Dear colleague,

In the blocking state the oxide on 4H-SiC does not set its own field. The depleted SiC fixes the displacement D that arrives at the interface, and the oxide, having the smaller permittivity, must carry that D at a higher field. I set this up as a problem and solve it. Fields are in V/nm (1 V/nm = 10 MV/cm), and k is a relative static permittivity.

THE PROBLEM

A planar gate lies on the (0001) face of n-type 4H-SiC, treated as on-axis, so that the c axis is the surface normal. The model is one-dimensional, with no neighbouring p-wells to shield the surface. The gate is grounded and the substrate is at +V, counted from the flat-band condition of the charge-free structure. No inversion layer forms. The axis z points from the SiC towards the gate, a field is positive along +z, and e is the positive elementary charge.

Compiled measured values for 4H-SiC, temperature not stated: lattice constant a = 3.0805 Å (2001 listing) and band gap E_g = 3.26 eV (Deguchi 2016), which I use at 300 K.

Typical values, entering as inputs:
k of SiO2: 3.9
k_s of 4H-SiC along c: 10.3 (alternative 9.7 for a sensitivity test)
k of deposited Al2O3: 9.0
avalanche field of the SiC at this doping: 0.25 V/nm
band gap of SiO2: 9.0 eV
conduction-band offset SiO2/4H-SiC: 2.7 eV
√(N_c N_v) of 4H-SiC at 300 K: 2×10¹⁹ cm⁻³

Assumed values for the structure:
donors N_D = 1.0×10¹⁶ cm⁻³ = 1.0×10⁻⁵ nm⁻³, drift layer 10 000 nm thick
V = 800 V, T = 300 K
stack A: 50 nm SiO2
stack B: 10 nm SiO2 on the SiC, then 40 nm Al2O3 under the gate
sheet at SiC/SiO2 in part (c): +1.0×10¹² e/cm² = +0.010 e/nm²
sheet at SiO2/Al2O3 in part (d): −2.0×10¹² e/cm² = −0.020 e/nm²
design ceiling on the SiO2 field: 0.30 V/nm

Find (a) the oxide field when the SiC surface reaches its avalanche field; (b) the fields and the voltage partition for stack A at 800 V; (c) the change caused by the positive interface sheet; (d) the fields and shares in stack B, without and with its inner sheet, and the inner sheet that would make the Al2O3 field equal to the SiO2 field; (e) the surface field and voltage that the design ceiling allows for stack A.

WHY THE FORMULAS HOLD

Gauss's law in one dimension reads dD/dz = ρ, with D = ε0 k E and ρ the charge density not already counted in k. Integrating across an interface from layer 1 into layer 2 gives

ε0 (k2 E2 − k1 E1) = σ,

with both fields counted from 1 towards 2. With c along the normal, only the permittivity along c enters.

If a stack holds no charge, D is the same in every layer, so E_i = D/(ε0 k_i). The voltage across the stack is V_ox = Σ E_i t_i = (D/ε0) Σ t_i/k_i. Define EOT_i = 3.9 t_i/k_i and EOT = Σ EOT_i, the thickness of SiO2 with the same capacitance. Then D/ε0 = 3.9 V_ox/EOT, and

E_i = (3.9/k_i) V_ox/EOT,  V_i/V_ox = EOT_i/EOT.

The layer with the lowest k has the largest field, but this ordering needs a charge-free stack. For two layers with a sheet σ between them, the jump condition gives E2 = (k1 E1 + σ/ε0)/k2, and V_ox = E1 t1 + E2 t2. With layer 1 being SiO2 (k1 = 3.9),

V_ox = E1 EOT + σ t2/(ε0 k2).

The SiC is not a layer of this kind, because it holds space charge. In the depleted region dE/dz = e N_D/(ε0 k_s), so the field climbs linearly from zero at the depletion edge to E_s at the surface over the width W = ε0 k_s E_s/(e N_D). The voltage across it is the area of that triangle,

ψ = E_s W/2 = A E_s²,  A = ε0 k_s/(2 e N_D),  W = 2 A E_s.

With e/ε0 = 18.095 V nm, A = 10.3/(2 × 18.095 V nm × 1.0×10⁻⁵ nm⁻³) = 2.846×10⁴ nm²/V.

The absence of an inversion layer deserves a check, since holes at the surface would be a positive σ of any size the voltage demands. At 300 K, kT = 0.02585 eV, E_g/2kT = 63.05, and exp(−E_g/2kT) = 4.1×10⁻²⁸, so the model's intrinsic density is about 8×10⁻⁹ cm⁻³. Thermal generation scales with this density and is very slow, and in a transistor the grounded p-wells drain the holes that do appear. If holes did pin the surface potential, nearly all of the 800 V would have to fall across 50 nm, that is 16 V/nm, and the oxide would fail long before. On a bare capacitor, light or avalanche can supply those holes, so keep your samples dark and below avalanche.

I carry unrounded values and print a fourth figure only where a difference needs it. The inputs support two to three figures.

(a) Local ratio

With σ = 0, E_ox = (k_s/3.9) E_s = 2.641 E_s. At E_s = 0.25 V/nm,

E_ox = 2.641 × 0.25 V/nm = 0.660 V/nm.

The relation is local. A triangular profile with this E_s would need W = 2 A E_s = 1.42×10⁴ nm, more than the drift layer offers, so the depletion would have punched through to the substrate. That alters the voltage at which the point is reached but not the ratio.

(b) Stack A at 800 V

The voltages add: V = A E_s² + B E_s, where B = (k_s/3.9) EOT = 2.641 × 50 nm = 132.05 nm is the oxide expressed as a thickness of SiC. The positive root is E_s = (S − B)/(2A) with S = √(B² + 4AV), and since W = 2 A E_s we have W = S − B. Numerically

S = √(132.05² nm² + 4 × 2.846×10⁴ nm²/V × 800 V) = 9544 nm,
W = 9412 nm,
E_s = 9412 nm/(5.692×10⁴ nm²/V) = 0.1654 V/nm,
E_ox = 2.641 E_s = 0.437 V/nm,
V_ox = B E_s = 21.8 V,  ψ = 778 V.

The oxide takes 2.7 % of the voltage and has the highest field in the structure. The width stays inside the drift layer; punch-through would come at 902 V, so the triangle is valid here. The depleted donors amount to N_D W = 9.41×10¹² cm⁻², and E_ox is just this charge times e/(3.9 ε0).

The neglected terms are small. Differentiating the quadratic gives dE_s/dV = 1/(2 A E_s + B) = 1/S, so each volt of uncertainty in the flat-band voltage moves E_ox by 2.641 V/9544 nm = 2.8×10⁻⁴ V/nm. The majority-carrier tail at the depletion edge is worth about kT/e = 0.026 V. The permittivity matters more. With k_s = 9.7 the ratio falls to 2.487 but E_s rises to 0.1705 V/nm, and E_ox = 0.424 V/nm, lower by 2.9 %. At fixed V the displacement goes nearly as √k_s, since D² = 2 e N_D ε0 k_s ψ and ψ ≈ V.

(c) Positive sheet at SiC/SiO2

Layer 1 is the SiC and layer 2 the oxide, so E_ox = 2.641 E_s + σ/(3.9 ε0). The second term is

18.095 V nm × 0.010 nm⁻²/3.9 = 0.0464 V/nm,

and it costs 0.0464 V/nm × 50 nm = 2.32 V. The balance becomes A E_s² + B E_s = 800 V − 2.32 V, so E_s falls by 2.32 V/9544 nm = 2.43×10⁻⁴ V/nm to 0.1651 V/nm. Then

E_ox = 0.482 V/nm,

a net rise of 0.0458 V/nm or 10.5 %. To first order the rise is the bare term times 1 − B/S = W/S = 0.986. The thick depletion layer acts as a source of almost fixed displacement, so nearly all of the sheet's field lines run to the gate. The sign is worth remembering: holes trapped at the interface during a blocking stress raise the oxide field, and negative charge lowers it. The on-state is different. There the mobile channel charge pins the surface potential, the gate voltage fixes V_ox, and a sheet at this interface changes the channel charge while leaving E_ox almost alone.

How much charge is this? The (0001) surface cell has area (√3/2) a² = 8.218 Å² and one Si atom in the top layer, giving 1.217×10¹⁵ sites/cm². The sheet is one charge per 1217 sites, with a mean spacing of 10 nm. That spacing limits the sheet picture. One charge on the boundary between two isotropic dielectrics has a radial field, which meets both boundary conditions, and Gauss's law over the two hemispheres gives E = e/(2π ε0 (k1 + k2) r²). With k1 + k2 = 14.2 this is 0.203 V/nm at r = 1 nm and 0.051 V/nm at r = 2 nm. Within about 2 nm of a charge the local field therefore rivals or exceeds the averaged 0.0458 V/nm.

This matters for injection. The field pushes holes from the SiC into the oxide, and electrons from the gate. The hole barrier is the valence offset, 9.0 − 3.26 − 2.7 = 3.04 eV, whose last figure the typical inputs do not support. The triangular barrier has a base of 3.04 V/E_ox, which is 7.0 nm without the sheet and 6.3 nm with it. The granular zone covers the first part of that path, so the averaged field gives the trend of the tunnelling current but not its value near individual charges.

(d) Stack B

EOT_2 = 3.9 × 40 nm/9.0 = 17.33 nm and EOT = 27.33 nm. The shares of V_ox are 10/27.33 = 36.6 % for the SiO2 and 63.4 % for the Al2O3. Now B = 2.641 × 27.33 nm = 72.19 nm, and the same root gives E_s = 0.1664 V/nm and W = 9471 nm. Hence

E(SiO2) = 2.641 E_s = 0.439 V/nm,
V_ox = E(SiO2) × EOT = 12.0 V,
E(Al2O3) = (3.9/9.0) V_ox/EOT = 0.190 V/nm,

with 4.39 V across the SiO2 and 7.62 V across the Al2O3. The high-k layer sits at a much lower field, but the SiO2 under it gets no relief: its field is 0.6 % higher than in stack A, because the voltage released by the smaller EOT goes to the SiC and widens the depletion a little. Had we thickened the Al2O3 until EOT was again 50 nm, B and the SiO2 field would be exactly those of stack A. As long as SiO2 touches the SiC, its blocking field is set by k_s E_s/3.9.

Add the inner sheet, with the SiO2 as layer 1. Its term in the Al2O3 field is

σ/(ε0 k2) = 18.095 V nm × (−0.020 nm⁻²)/9.0 = −0.0402 V/nm,

worth −1.61 V over 40 nm. The balance A E_s² + B E_s = 800 V + 1.61 V gives E(SiO2) = 0.440 V/nm and E(Al2O3) = 0.150 V/nm. The sheet acts almost wholly on the layer towards the gate. The simple shares EOT_i/EOT no longer hold.

A positive inner sheet pushes the other way. Setting E2 = E1 in the jump condition gives σ* = ε0 (9.0 − 3.9) E1. With equal fields the stack drops 50 nm × E1, and E1 = 2.641 E_s, which is the equation of part (b). So E1 = 0.437 V/nm and

σ*/e = (5.1/3.9) N_D W = 1.23×10¹³ cm⁻².

Above this positive sheet the high-k layer carries the larger field. That is the limit of the rule that the lowest k has the highest field.

(e) What the ceiling allows

For E_ox ≤ 0.30 V/nm and no sheet, E_s ≤ 0.30 V/nm/2.641 = 0.114 V/nm, which is 45 % of the avalanche field. The unshielded voltage is A E_s² + 0.30 V/nm × 50 nm = 367 V + 15 V = 382 V. With the positive sheet of part (c), E_s ≤ (0.30 − 0.0464) V/nm/2.641 = 0.096 V/nm, or 38 % of the avalanche field, and the voltage is 262 V + 15 V = 277 V. The sheet uses up 15 % of the allowed displacement, and ψ goes as the square of what remains, which is why the loss in voltage is so much larger than the 10.5 % of part (c).

All these numbers are the model's. They rest on typical permittivities and an assumed structure, and the one-dimensional geometry errs on the high side for a real planar transistor. There the grounded p-wells take up most of the field lines from the drift donors and leave the surface between them at a reduced E_s. As typical knowledge and not as a measurement, such designs hold the peak blocking field in the oxide to roughly 0.2 to 0.3 V/nm, so the model's 0.437 V/nm is high by a factor of about 1.5 to 2.2. What survives in two dimensions is the jump condition for the normal components at each point of the interface. If your device simulation gives the normal SiC field at the centre of the gap between the wells, multiply it by 2.641 and add 0.0464 V/nm for every 10¹² positive charges per cm² at the interface. In doing so take E_s from a simulation that already contains the charge, since the feedback factor 0.986 belongs to the one-dimensional geometry.